# P, Q and G on a box of Hubbard dimers: what each condition buys and what it costs

I want the energy and the double occupancy of correlated two-site bonds, and I can get them either from a wavefunction or by minimising over the two-electron reduced density matrix under positivity conditions. The model below can be solved in closed form at every level, so the trade can be counted.

## The three conditions

Take $r$ orthonormal spin orbitals, $N$ electrons, and any pure or mixed $N$-electron state. My conventions are

$$\gamma^p_r=\langle a_p^\dagger a_r\rangle,\qquad D^{pq}_{rs}=\langle a_p^\dagger a_q^\dagger a_s a_r\rangle,\qquad \sum_q D^{pq}_{rq}=(N-1)\gamma^p_r .$$

For any operator $C$, $\langle C^\dagger C\rangle\ge0$. With $C=\sum c_{rs}a_sa_r$ this is $c^\dagger Dc\ge0$, the P condition. With $C=\sum c_{rs}a_s^\dagger a_r^\dagger$ and $C=\sum c_{rs}a_s^\dagger a_r$ it makes two more matrices positive semidefinite, the Q and G conditions (P and Q go back to Coleman, 1963; G to Garrod and Percus, 1964):

$$Q^{pq}_{rs}=\langle a_pa_qa_s^\dagger a_r^\dagger\rangle,\qquad G^{pq}_{rs}=\langle a_p^\dagger a_qa_s^\dagger a_r\rangle .$$

One use of $a_qa_s^\dagger=\delta_{qs}-a_s^\dagger a_q$ gives

$$G^{pq}_{rs}=\delta_{qs}\gamma^p_r-D^{ps}_{rq},$$

and normal ordering all four operators gives

$$Q^{pq}_{rs}=\delta_{pr}\delta_{qs}-\delta_{ps}\delta_{qr}-\delta_{pr}\gamma^s_q-\delta_{qs}\gamma^r_p+\delta_{ps}\gamma^r_q+\delta_{qr}\gamma^s_p+D^{rs}_{pq}.$$

Summing over all ordered pairs $(p,q)=(r,s)$:

- $\operatorname{tr}D=N(N-1)$
- $\operatorname{tr}Q=r^2-r-2rN+2N+N(N-1)=(r-N)(r-N-1)$
- $\operatorname{tr}G=rN-N(N-1)=N(r-N+1)$

Holes contract like particles: $\sum_qQ^{pq}_{pq}=(r-N-1)(1-\gamma^p_p)$.

Since $\gamma$ is linear in $D$, so are $Q$, $G$ (with the constant written through the trace) and the energy. Minimising the energy over all $D$ that obey a subset of the conditions is a semidefinite program (SDP) over a set that contains every physical $D$, so $E_P\le E_{PQ}\le E_{PQG}\le E_{\rm exact}$.

The diagonal elements already bound the double occupancy $d_i=\langle n_{i\uparrow}n_{i\downarrow}\rangle$ of a site with $\langle n_{i\uparrow}\rangle=\langle n_{i\downarrow}\rangle=n_i/2$. P gives $d_i\ge0$. Q gives $1-n_i+d_i\ge0$. G with $C=c_{i\uparrow}^\dagger c_{i\downarrow}$ gives $d_i\le n_i/2$. At half filling this leaves $0\le d_i\le\frac12$, whatever the hopping, so the useful information sits in off-diagonal blocks.

## Model and exact answer

One dimer has $H=-t\sum_\sigma(c_{1\sigma}^\dagger c_{2\sigma}+\text{h.c.})+U\sum_in_{i\uparrow}n_{i\downarrow}$, with $t,U>0$. For $N=2$, P alone is exact, because any positive $D$ of the right trace is a two-electron ensemble. To see the levels separate I put $M$ uncoupled dimers in one calculation: $r=4M$, $N=2M$. I think of it as a caricature of the $\pi$ bonds of symmetric Si(001) surface dimers without buckling or coupling along the row; every number below belongs to the model. Energies $e$ are per dimer in units of $t$, and the tables use the assumed ratio $U=4t$.

With $b,a=(c_1\pm c_2)/\sqrt2$, orbital energies $\mp t$, pair operators $P_b=b_\downarrow b_\uparrow$, $P_a=a_\downarrow a_\uparrow$ and $S=(b_\downarrow a_\uparrow+a_\downarrow b_\uparrow)/\sqrt2$,

$$\sum_in_{i\uparrow}n_{i\downarrow}=\tfrac12(P_b+P_a)^\dagger(P_b+P_a)+S^\dagger S .$$

In the basis $|b\bar b\rangle,|a\bar a\rangle$ the diagonal is $U/2\mp2t$ and the coupling is $g=U/2$, so

$$e_{\rm exact}=\tfrac U2-\sqrt{\tfrac{U^2}4+4t^2}.$$

The other two-electron states lie at $0$ (triplet), $U$ and above. Charge transfer between dimers does not pay: $H-\frac U2\hat N$ has its lowest value $-\frac U2-\sqrt{U^2/4+4t^2}$ for two electrons, $-\frac U2-t$ for one or three, and $0$ for none or four. The ground state is the product of dimer singlets. At $U=4t$: $e_{\rm exact}=-0.8284\,t$, and the restricted Hartree–Fock (RHF) energy $U/2-2t$ is zero.

## Solving the three SDPs

Spin rotations, reflections and phase changes on each dimer, and permutations of dimers, are one-particle unitaries that leave $H$ unchanged. They act on $D$, $Q$, $G$ by unitary congruence, and the feasible set is convex, so I may average the optimum over them, and over complex conjugation. Then each dimer has $\langle n_{b\sigma}\rangle=(1+m)/2$, $\langle n_{a\sigma}\rangle=(1-m)/2$, and with

$$u=\langle P_b^\dagger P_b\rangle,\quad v=\langle P_a^\dagger P_a\rangle,\quad w=\langle P_b^\dagger P_a\rangle\ \text{(real)},\quad s=\langle S^\dagger S\rangle,$$

the energy is $e=-2tm+Ud$, where $d=\frac12(u+v)+w+s$ is the double occupancy summed over both sites. Only $0\le m\le1$ matters, since $d\ge0$ under P. Elements between different dimers are diagonal: $x_{bb},x_{ba},x_{aa}$, each the mean product of two spin-orbital occupations.

**P.** For $M\ge2$ nothing forces $d>0$. Take $m=1$, $u=v=w=s=0$ and let the contraction be met by $x_{bb}=(2M-1)/(2M-2)>1$. Then $e_P=-2t$ and $d=0$: the repulsion is lost entirely.

**P and Q.** The $(P_b,P_a)$ block of $D$ gives $uv\ge w^2$. The matching block of $Q$ has diagonals $\langle(1-n_{b\uparrow})(1-n_{b\downarrow})\rangle=u-m$ and $v+m$ and off-diagonal $w$, so $(u-m)(v+m)\ge w^2$. With $\sigma=u+v$, $\delta=u-v$ these read $\sigma^2\ge4w^2+\delta^2$ and $\sigma^2\ge4w^2+(\delta-2m)^2$. One of $|\delta|$, $|\delta-2m|$ is at least $m$, and $s\ge0$, hence

$$d\ge\tfrac12\sqrt{4w^2+m^2}-|w| .$$

The right side falls as $|w|$ grows, so the question is what caps $|w|$. Under PQ only the contractions do. For $p=a_\uparrow$ the particle sum has non-negative terms, one of which is $v$, so $v\le\Lambda\equiv(N-1)(1-m)/2$. For $p=b_\uparrow$ the hole sum gives $u-m\le\Lambda$, as $r-N=N$. Thus $w^2\le\Lambda(\Lambda+m)$ and

$$d_{PQ}(m)=\Lambda+\tfrac m2-\sqrt{\Lambda(\Lambda+m)} .$$

The bound is reached by $v=\Lambda$, $u=\Lambda+m$, $x_{bb}=m$, with $s$, the triplet weight, $x_{ba}$ and $x_{aa}$ all zero; the $b$ contraction holds since $u+(N-2)m=(N-1)(1+m)/2$, and the inter-dimer hole elements are $0$, $0$ and $m$.

To minimise over $m$ put $\alpha=\sqrt u$, $\beta=\sqrt v$. Then $e=-2t(\alpha^2-\beta^2)+\frac U2(\alpha-\beta)^2$ on the curve $\alpha^2-\kappa\beta^2=1$, $\kappa=(N-3)/(N-1)$. Stationarity requires $(\frac U2-2t-e)(\frac U2+2t+\kappa e)=U^2/4$. In $\epsilon=e+2t$,

$$\kappa\epsilon^2+(1-\kappa)\left(\tfrac U2+2t\right)\epsilon-(1-\kappa)tU=0 .$$

The root that vanishes with $U$ is the minimum: there both brackets are positive, so the quadratic form of the energy minus $e$ times the constraint form is positive semidefinite. For $M=1$, $\kappa=-1$ and $e_{\rm exact}$ returns. For large $N$, $\epsilon\simeq\sqrt{2tU/(N-1)}$: Q restores a part of the repulsion that vanishes as $M^{-1/2}$. At $U=4t$, $\epsilon=2t/(1+\sqrt{M-1/2})$.

**P, Q and G.** Take $C_1=b_\uparrow^\dagger a_\downarrow$ and $C_2=a_\uparrow^\dagger b_\downarrow$ on one dimer. Then $\langle C_1^\dagger C_1\rangle=\frac{1-m}2-y$, $\langle C_2^\dagger C_2\rangle=\frac{1+m}2-y$ with $y=\langle n_{b\uparrow}n_{a\downarrow}\rangle\ge0$, and $C_1^\dagger C_2=-P_a^\dagger P_b$. This $2\times2$ block of $G$ gives $w^2\le(1-m^2)/4$, with no $M$ in it, so

$$d\ge d_{PQG}(m)=\tfrac12\left(1-\sqrt{1-m^2}\right).$$

By Cauchy–Schwarz, $2tm+\frac U2\sqrt{1-m^2}\le\sqrt{4t^2+U^2/4}$, so $e_{PQG}\ge e_{\rm exact}$, and with the general inequality the other way PQG is exact for every $M$. At $U=4t$ the optimum has $m=1/\sqrt2$ and $d=0.1464$. At that same $m$ and $M=8$, PQ certifies only $d\ge0.0246$ and P only $d\ge0$. The PQ optimum cheats by $v=\Lambda$, a pair population above the occupation $(1-m)/2$ of the orbital that holds it.

## Alternative: CI truncated at excitation level $L$

From the RHF reference, $H$ reaches only products of the local doubles $b\bar b\to a\bar a$. CI through level $L=2k$ therefore allows $k$ excited dimers, and odd levels add nothing. In the normalised symmetric states $|j\rangle$ with $j$ excited dimers, relative to RHF,

$$H_{jj}=4tj,\qquad H_{j,j+1}=g\sqrt{(j+1)(M-j)},\qquad j=0,\dots,k .$$

For $k=1$ (CISD) the total correlation energy is $2t-\sqrt{4t^2+Mg^2}$. For fixed $k$ and large $M$ the off-diagonals $g\sqrt M\sqrt{j+1}$ dominate; this is the recurrence matrix of the Hermite polynomials $He_n$, so the energy tends to $-g\sqrt M$ times the largest zero of $He_{k+1}$ ($1$ for $k=1$, $\sqrt3$ for $k=2$). Per dimer this also vanishes as $M^{-1/2}$, now with RHF as the limit.

If $k=xM$ grows with $M$, the entries vary slowly with $j$ and the bottom of the spectrum per dimer tends to $4tx-2g\sqrt{x(1-x)}$ while $x$ is below the weight $p=(1-m)/2$ of $|a\bar a\rangle$ in the exact state, here $p=0.1464$. The error closes quadratically in $p-x$; at $U=4t$ an error of $0.1\,t$ needs $x=0.066$. Any fixed accuracy tighter than that of RHF needs $L\propto M$.

Error $e-e_{\rm exact}$ per dimer in $t$, $U=4t$:

| $M$ | P | PQ | PQG | $L=2$ | $L=4$ | $L=6$ | $L=8$ |
|---|---|---|---|---|---|---|---|
| 2 | −1.172 | −0.273 | 0 | 0.096 | 0 | 0 | 0 |
| 4 | −1.172 | −0.475 | 0 | 0.210 | 0.034 | 0.002 | 0 |
| 8 | −1.172 | −0.637 | 0 | 0.328 | 0.116 | 0.032 | 0.006 |
| 16 | −1.172 | −0.766 | 0 | 0.438 | 0.232 | 0.115 | 0.051 |

For $M=16$, $L=10$ gives $0.019$ and $L=12$ gives $0.006$.

CISD is closer than PQ in every row, but that depends on $U$. As $M\to\infty$ the PQ error tends in size to $e_{\rm exact}+2t$ and the CISD error to $\frac U2-2t-e_{\rm exact}$. They are equal at $U=16t/3$; above that PQ is the closer one in this limit.

## Counting work and memory

I count multiply-adds for solvers that are blind to the dimer structure: dense integrals, spin orbitals, no symmetry. A solver that knew the structure would do the algebra above at no cost, which says nothing about coupled dimers.

**SDP by projection.** $D$ and $Q$ live on pairs $p<q$, dimension $n_P=r(r-1)/2$; $G$ has $n_G=r^2$. A first-order (splitting) iteration applies the linear maps, which touch $O(r^4)$ entries, and projects each matrix on the positive cone by a full diagonalisation at $c\,n^3$. So one iteration costs $c(2n_P^3+n_G^3)\simeq\frac54c\,r^6$ for PQG and $2c\,n_P^3\simeq\frac14c\,r^6$ for PQ, and one copy of the matrices holds $2n_P^2+n_G^2\simeq\frac32r^4$ numbers. Adding G multiplies the work per iteration by $5$ and the memory by $3$ at large $r$. P alone needs no iteration: $E_P=\frac12N(N-1)\lambda_{\min}$ of the pair matrix of $(h_1+h_2)/(N-1)+V_{12}$, with $h$ the one-electron and $V$ the two-electron operator, at most $c\,n_P^3$. I assume $c=10$ and 1000 iterations. I have no derivation of the iteration count, so I give break-even counts below. The result is a rigorous lower bound only when read from a feasible point of the dual problem.

**SDP by barrier.** Here the solver error can be derived. On the central path the primal matrices $X$ and dual slacks $Z$ obey $XZ=\mu1$, so the duality gap is $\operatorname{tr}XZ=\nu\mu$ with $\nu=2n_P+n_G$. The path exists, since the maximally mixed $N$-electron state makes all three matrices positive definite for $2\le N\le r-2$. An accuracy $\eta$ per dimer needs $\mu=M\eta/\nu$, and cutting $\mu$ by a fixed factor per stage makes the stage count grow as $\ln(1/\eta)$. But a directly solved Newton step factorises a matrix in about $n_D=n_P(n_P+1)/2\simeq r^4/8$ unknowns: $n_D^3/6$ multiply-adds, order $r^{12}$, and $n_D^2$ storage, order $r^8$. At $M=8$ one step is $3.1\times10^{14}$, or 24 times the whole assumed projection run. I drop it.

**CI.** There are $N$ occupied and $N$ virtual spin orbitals, so $N_{\det}(L)=\sum_{j\le L}\binom Nj^2$ numbers per vector. One product $Hc$ costs one multiply-add per nonzero. A determinant couples to $R=1+N^2+\binom N2^2$ determinants, itself included. From rows at level $L-1$ remove the $\binom{N-L+1}2^2$ doubles that raise the level by two. From rows at level $L$, with $f=N-L$, remove $f^2$ singles, $2Lf\binom f2$ doubles that raise by one and $\binom f2^2$ that raise by two:

$$W_L=R\,N_{\det}-\binom N{L-1}^2\binom{f+1}2^2-\binom NL^2\left[f^2+2Lf\binom f2+\binom f2^2\right].$$

At fixed $L$ this grows as $N^{2L+2}$. For CISD it is $\frac54N^6$, the same power as PQG but, with $r=2N$ and $c=10$, smaller by $640$ per iteration. With $L=pN$ the vector grows as $\exp(2Ns_p)$, $s_p=-p\ln p-(1-p)\ln(1-p)=0.416$, against $\ln2=0.693$ for full CI (FCI, $L=N$). I assume 20 products per CI solution.

Total work in multiply-adds:

| $M$ | P | PQ | PQG | $L=2$ | $L=4$ | $L=6$ | $L=8$ | FCI |
|---|---|---|---|---|---|---|---|---|
| 2 | $2.2\cdot10^5$ | $4.4\cdot10^8$ | $3.1\cdot10^9$ | $4.4\cdot10^4$ | FCI | | | $7.4\cdot10^4$ |
| 4 | $1.7\cdot10^7$ | $3.5\cdot10^{10}$ | $2.0\cdot10^{11}$ | $4.1\cdot10^6$ | $1.2\cdot10^8$ | $2.2\cdot10^8$ | FCI | $2.2\cdot10^8$ |
| 8 | $1.2\cdot10^9$ | $2.4\cdot10^{12}$ | $1.3\cdot10^{13}$ | $3.3\cdot10^8$ | $3.1\cdot10^{11}$ | $1.5\cdot10^{13}$ | $9.4\cdot10^{13}$ | $1.8\cdot10^{14}$ |
| 16 | $8.2\cdot10^{10}$ | $1.6\cdot10^{14}$ | $8.5\cdot10^{14}$ | $2.4\cdot10^{10}$ | $5.3\cdot10^{14}$ | $7.5\cdot10^{17}$ | $1.8\cdot10^{20}$ | $9.1\cdot10^{24}$ |

For $M=16$, $L=12$ costs $2.1\cdot10^{23}$.

Numbers stored in one copy of the unknowns (both families keep a few copies, and both keep the integrals, of order $n_P^2$):

| $M$ | PQG | $L=2$ | $L=4$ | $L=6$ | $L=8$ | FCI |
|---|---|---|---|---|---|---|
| 8 | $1.5\cdot10^6$ | $1.5\cdot10^4$ | $3.6\cdot10^6$ | $8.7\cdot10^7$ | $3.8\cdot10^8$ | $6.0\cdot10^8$ |
| 16 | $2.5\cdot10^7$ | $2.5\cdot10^5$ | $1.3\cdot10^9$ | $8.6\cdot10^{11}$ | $1.2\cdot10^{14}$ | $1.8\cdot10^{18}$ |

I neglected $S_z$ blocking. With $K=r/2$ spatial orbitals it splits $G$ into blocks $2K^2,K^2,K^2$, so $64K^6$ becomes $10K^6$, and $D$ into $K^2$ and two of about $K^2/2$, so $8K^6$ becomes $\frac54K^6$: a factor $6.4$ in both. For FCI at $M=8$ it shortens the vector by $\binom{32}{16}/\binom{16}8^2=3.6$ and the rows by about $8/3$, together $9.7$. That comparison shifts by less than a factor of two, and I treat any ratio below two as a tie.

## Cheapest choice for a stated accuracy

| $\lvert$error$\rvert$ per dimer | $M=2$ | $M=4$ | $M=8$ | $M=16$ |
|---|---|---|---|---|
| $0.5\,t$ | CISD or FCI | CISD | CISD | CISD |
| $0.3\,t$ | CISD or FCI | CISD | $L=4$ | $L=4$ or PQG |
| $0.1\,t$ | CISD or FCI | $L=4$ or FCI | $L=6$ or PQG | PQG |
| $0.01\,t$ | FCI | FCI | PQG | PQG |

- At $M=2$ FCI costs $1.7$ times CISD and at $M=4$ it costs $1.8$ times $L=4$. I break these ties toward FCI, which is exact. At $M=4$ the whole FCI run equals $1.1$ PQG iterations, so no iteration count rescues the SDP.
- At $M=8$, $0.1\,t$, the work ratio of $L=6$ to PQG is $1.1$; PQG stores 56 times less and has no error, so I take it.
- At $M=16$, $0.3\,t$, PQG costs $1.6$ times $L=4$ and stores 53 times less; again I take it.
- At $M=8$, $0.01\,t$, PQG is cheaper than $L=8$ by $7.2$. It stays cheaper up to $7.2\cdot10^3$ iterations, so this pick is exposed to slow convergence.
- At $M=16$ the margins are $2.1\cdot10^5$ over $L=8$ and $2.5\cdot10^8$ over $L=12$. A hundredfold rise in the iteration count leaves both picks standing.

At $U=4t$ PQ never wins as an estimate: CISD is cheaper and closer in every row.

## Best choice inside a budget

| work budget | $M=4$ | $M=8$ | $M=16$ |
|---|---|---|---|
| $10^{12}$ | FCI, exact | $L=4$, $0.116$ | CISD, $0.438$ |
| $10^{14}$ | FCI, exact | PQG, exact | CISD, $0.438$ |
| $10^{16}$ | FCI, exact | PQG or FCI, exact | PQG, exact |

PQG fits $10^{14}$ at $M=8$ with a factor $7.6$ to spare and $10^{16}$ at $M=16$ with a factor 12. If I also want a floor under the CI energy, $10^{12}$ buys only P at $M=8$ and $16$; PQ overshoots by $2.4$ at $M=8$. At $10^{14}$ and $M=16$ PQ overshoots by $1.6$, too close to call, and would lift the floor from $-1.172\,t$ to $-0.766\,t$ relative to the exact energy. Once PQ is affordable, the further factor of about five per iteration for G removes all of the remaining error here.

Two limits on these picks. The zero in the PQG column comes from one $2\times2$ block of $G$ saturating on a product of two-electron singlets; for coupled dimers I have shown only the lower-bound property, not the size of the gap. And the same product structure makes coupled-cluster doubles exact on this model: the local excitation operators $T_A=P_a^\dagger P_b$ commute and square to zero, so $\prod_A(1+\tau T_A)=\exp(\tau\sum_AT_A)$ for the exact amplitude $\tau$, at work of the same sixth power as CISD. The model cannot separate it from PQG in accuracy. What PQG supplies beyond the number is a side: the energy is bounded from below, and so is $d$ at a given bond order $m$.